If one per cent of stretch changes a band gap by some amount, three per cent should change it by three times as much. This is the idea behind a linear deformation potential, the slope of gap against strain. In this narrow-gap crystal one per cent of strain shifts the gap by roughly 7 or 16 meV, depending on the kind of strain, while the departure from a straight line is only 1 to 2 meV. The departure grows as the square of the strain, however, so at three per cent it exceeds 10 meV and can cancel most of a further gain.

Al2Ru (space group Fddd, 6-atom primitive cell) under strain, calculated with Ansatz 0.2.0: PBEsol, scalar-relativistic plane-wave PAW, no spin polarisation, 420 eV cutoff, 10×10×10 k mesh, Gaussian smearing of 0.01 eV. Atoms are relaxed with each strained cell held fixed; a and c are primitive-cell vectors, and changes are relative to the unstrained cell.

```csv
strain kind,strain (%),cell freedom,volume change (%),c change (%),strained space group number,band gap (eV)
clamped c,-3,"cell held, only c stretched",-3.00,-3.00,15,0.042
clamped c,-2,"cell held, only c stretched",-2.00,-2.00,15,0.056
clamped c,-1,"cell held, only c stretched",-1.00,-1.00,15,0.068
clamped c,1,"cell held, only c stretched",1.00,1.00,15,0.083
clamped c,2,"cell held, only c stretched",2.00,2.00,15,0.086
clamped c,3,"cell held, only c stretched",3.00,3.00,15,0.086
shear ca,-2,"cell held, c moved along a by strain times its height",0.00,-0.91,2,0.039
shear ca,-1,"cell held, c moved along a by strain times its height",0.00,-0.46,2,0.059
shear ca,1,"cell held, c moved along a by strain times its height",0.00,0.46,2,0.091
shear ca,2,"cell held, c moved along a by strain times its height",0.00,0.93,2,0.103
```

**The sign of the miss**

The axis called c here is a vector of the primitive cell, lying obliquely between the conventional a and b axes. In the rows named clamped c the crystal is stretched or compressed along it, with the perpendicular directions held. The primitive a and b vectors are not perpendicular to it, so they change length a little too, despite the label "only c stretched". A straight line through the two rows at ±1 % has a slope of 7.5 meV per per cent. Continued to +3 %, it gives 98 meV where the table has 86.

At −3 % the line is again too high, by 11 meV. This is the useful sign of failure. A wrong slope would put the line too high at one end and too low at the other. Errors of the same sign at both ends mean that a term is missing which doesn't care about the sign of the strain.

That term can be isolated without any fit. The mean of the gaps at equal positive and negative strain contains no linear part, because the two linear shifts cancel. For the stretch these means are 75.5, 71 and 64 meV at one, two and three per cent. They fall faster and faster, as a quadratic term requires. Half the difference within each pair keeps only the odd part, and this stays proportional to the strain within the rounding of the table.

**Why the shear looks straight**

In the rows named shear ca, the tip of the same vector is moved along the primitive a vector at fixed volume. The gap runs from 39 to 103 meV and looks almost linear. Yet the line through its ±1 % pair also overshoots at both ends, by 4 meV at ±2 %. The stretch misses by 4.5 meV at the same strains, so the bend is practically the same.

What differs is the slope, which is about twice as large under shear. At two per cent the quadratic term is 38 % of the linear one for the stretch and 18 % for the shear. A plot that looks straight may therefore hide as much curvature as one that visibly bends. The pair means reveal it in both cases.

**A model with one common bend**

Let $s$ be the strain in per cent and $E_g$ the gap. The simplest repair is

$$E_g(s)=E_0+k\,s+q\,s^2,$$

with one slope $k$ for the stretch, another for the shear, and the same $E_0$ and $q$ for both. The common $q$ is a simplification that symmetry doesn't demand. It can be tested by taking the bend from the shear and using it on the stretch.

The shear pair means are 75 meV at one per cent and 71 meV at two. Since $s^2$ rises from 1 to 4 between them,

$$q=\frac{71-75}{4-1}\approx-1.3\ \text{meV per square per cent}.$$

For the stretch, $s^2$ rises by 8 between one and three per cent. Its centre and slope come from its own ±1 % rows, which gives

$$E_g(+3)\approx75.5+3\times7.5-8\times1.33\approx87\ \text{meV}.$$

The table has 86 meV, and the ±3 % rows had no part in this estimate. The same steps for −3 % give 42 meV, as in the table. Rounding of the tabulated gaps could move these predictions by a few meV, so the close agreement shouldn't be read too finely.

A least-squares fit to all ten rows gives $q=-1.4$ meV per square per cent. Its root-mean-square misfit is 0.2 meV, against 4.1 meV when the quadratic term is left out. With four constants for ten rows this is a compact description, and it doesn't identify the cause of the bend.

**Where the bend comes from**

Theory offers a natural mechanism. A uniform strain keeps the crystal periodic, so it mixes only electronic states with the same wave vector. To second order, a band edge $n$ moves by

$$\Delta E_n^{(2)}\sim\varepsilon^2\sum_{m\neq n}\frac{|M_{nm}|^2}{E_n-E_m},$$

where $\varepsilon$ is the strain as a fraction, $E_n$ and $E_m$ are unstrained levels and $M_{nm}$ is their coupling per unit strain. The square makes the shift the same for tension and compression.

Deeper valence states push the top of the valence band up, and higher conduction states push the bottom of the conduction band down. Both narrow the gap. Mixing between valence and conduction states works the other way. The shear runs show which way each edge bends, measured from the mean potential, which is the same in all of them. At −2 % the edges have to be estimated by placing the Fermi level in the middle of the mesh gap. The mean of the valence edges at ±2 % then lies 3 to 4 meV above the unstrained edge, and that of the conduction edges 1 to 2 meV below it. Both bend in the direction expected if the narrowing contributions win, although the couplings themselves aren't available to prove it. Atomic relaxation, the direct second-order effect of the changed cell and any movement of the conduction edge to another wave vector are also contained in $q$.

The size is reasonable. A coupling of a few eV per unit strain becomes a few hundredths of an eV at one per cent. Squared and divided by a level spacing of about 1 eV, this gives a shift of order 1 meV. The coupling and spacing are assumed here, so the estimate supports only the order of magnitude.

**Why volume is a poor guide**

A second shortcut is to treat the gap as a function of volume alone. The shear rows refute it directly: their volume is fixed, yet their gap varies by 64 meV. The stretch, which changes the volume by up to 3 % either way, varies it by only 44 meV.

The gap depends on the shape of the cell as well as its volume, and the oblique axes explain why even a shear can shift it linearly. On the k mesh, the top of the valence band lies at the zone centre and the bottom of the conduction band on the line along conventional a. For edges placed like this in an orthorhombic crystal, symmetry allows a linear gap shift only from changes in length along the conventional axes. Skewing one of the right angles between those axes to one side or the other gives equivalent crystals, so it can act only at second order. The shear in the table isn't such a pure skew.

To see this, take the component of the primitive a direction along conventional b, 0.67, and multiply it by the same component of the normal to the plane of the primitive a and b vectors, 0.46. The product is 0.31. One per cent of nominal shear therefore stretches conventional b by 0.31 % and shortens conventional c by the same fraction. Reversing the shear exchanges stretching and shortening, which is why the gap can rise for one sign and fall for the other.

The fitted shear slope is 16 meV per per cent. Divided by 0.31, it gives about 50 meV per per cent, or 5 eV per unit strain, for the difference between the gap's responses to stretching b and stretching c. A neighbouring series that skewed only one of the right angles between the conventional axes would lack this linear part. Its gap would be the same for both signs, leaving only the even term.

**How far the curve can be trusted**

The bend depends somewhat on how the band edges are located. Gaps taken only from the points of the k mesh are larger than the tabulated ones in every row, by 6 to 11 meV, as happens when an edge falls between mesh points. The difference is greatest at +3 % stretch, so sampling affects the apparent flattening. A band crossing between the sampled points could also be missed. That is a general caution from the data makers' tests on other systems, not a warning raised by these runs. The strained runs are flagged only for a loose self-consistency threshold for the stress, and the stresses aren't used here.

Sampling doesn't create the whole bend, however. The unstrained crystal has a mesh gap of 84 meV, which is 11 meV above the mean of the two mesh gaps at ±3 % stretch. The mesh gap still rises slightly between +2 and +3 %, whereas the tabulated gap stays at 86 meV. The rows therefore show that the rise flattens, but not at which stretch the gap peaks.

The direction and rough size of the shifts can be expected to be more reliable than the gap itself. Semilocal functionals such as this one usually give gaps that are too small, and spin–orbit coupling, absent here, can matter at tens of meV. The PAW datasets were made for PBE rather than PBEsol, and thermal and zero-point motion are left out. With a gap below 0.1 eV, any of these could change the strain at which it closes. Calculating both signs at two magnitudes at least shows whether a linear slope is still fit for use.
